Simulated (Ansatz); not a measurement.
Computed with Ansatz, DFT PBE, scalar-relativistic, plane waves, PAW. All cells share a 420 eV cutoff and Γ-centred k meshes spaced about 0.3 Å⁻¹ or finer (0.25 for metals, 2π included). No spin polarisation.

These are static total energies at zero pressure.

Compare these two cells of BF, each relaxed at this level.

1.

```cif
data_structure
_symmetry_space_group_name_H-M 'Cmcm'
_symmetry_Int_Tables_number 63
_cell_length_a 2.4348
_cell_length_b 11.8569
_cell_length_c 3.0855
_cell_angle_alpha 90.000
_cell_angle_beta 90.000
_cell_angle_gamma 90.000
_cell_volume 89.08
loop_
_atom_site_label
_atom_site_type_symbol
_atom_site_symmetry_multiplicity
_atom_site_Wyckoff_symbol
_atom_site_fract_x
_atom_site_fract_y
_atom_site_fract_z
_atom_site_occupancy
B1 B 4 c 0.50000 0.96590 0.25000 1
F1 F 4 c 0.00000 0.88109 0.25000 1
```

2.

```cif
data_structure
_symmetry_space_group_name_H-M 'Amm2'
_symmetry_Int_Tables_number 38
_cell_length_a 3.1357
_cell_length_b 7.0998
_cell_length_c 9.0205
_cell_angle_alpha 90.000
_cell_angle_beta 90.000
_cell_angle_gamma 90.000
_cell_volume 200.82
loop_
_atom_site_label
_atom_site_type_symbol
_atom_site_symmetry_multiplicity
_atom_site_Wyckoff_symbol
_atom_site_fract_x
_atom_site_fract_y
_atom_site_fract_z
_atom_site_occupancy
B1 B 4 e 0.50000 0.70258 0.06622 1
B2 B 4 d 0.00000 0.78438 0.11399 1
F1 F 4 d 0.00000 0.71174 0.77189 1
F2 F 2 b 0.50000 0.50000 0.01079 1
F3 F 2 a 0.00000 0.50000 0.55714 1
```

**Question.** Which is lower in energy, and by how much?

**Answer.** Cell 1 is lower, by 108 meV/atom. Cell 1 has space group Cmcm (No. 63), 11.1 Å³/atom and a gap of 1.52 eV on its mesh; cell 2 has space group Amm2 (No. 38), 12.6 Å³/atom and a gap of 0.63 eV. Counting F atoms around B (those within 1.25 times the shortest such distance or 1.15 times the sum of covalent radii; a plus sign parts nearer from farther groups; a slash parts the counts of unlike sites), cell 1 has B 2 and cell 2 has B 1/1+1. Cell 1 and cell 2 both hold B–B chains. Both come from trial cells of a structure search, whose lowest cell (P-1, 12.3 Å³/atom) lies 208 meV/atom below the lower of the two.

Weakly bound directions are ill-defined at this level, which has no dispersion term (Cmcm, Amm2), and this can change margins and order among such cells. Kohn–Sham gaps at this level usually fall short of measured ones. Cells relaxed within their symmetry can be saddle points. Some candidate types were left out of the draw beforehand, so a known form may be missing.

The Cmcm cell's advantage of 108 meV/atom goes with more even bonding of boron. In both cells, fluorine bridges link zigzag boron chains into sheets. In Cmcm every boron binds two boron and two fluorine atoms, so dative bonds from fluorine lone pairs complete its octet. In Amm2 the fluorine is shared unevenly: half the boron atoms also carry a terminal fluorine, while the others have only one fluorine neighbour and are left with a formally empty p orbital. This electron deficiency probably raises the energy, though packing between the sheets may contribute too. The empty p states also suggest why the gap is smaller in Amm2.

Neither cell is the ground state, since the search found a P-1 cell 208 meV/atom below Cmcm. Boron usually prefers short terminal bonds to fluorine, strengthened by π donation, so the extensive bridging may be part of what makes both sheets unfavourable. The comparison doesn't test stability against disproportionation into boron and boron trifluoride, a natural escape route for a subfluoride.
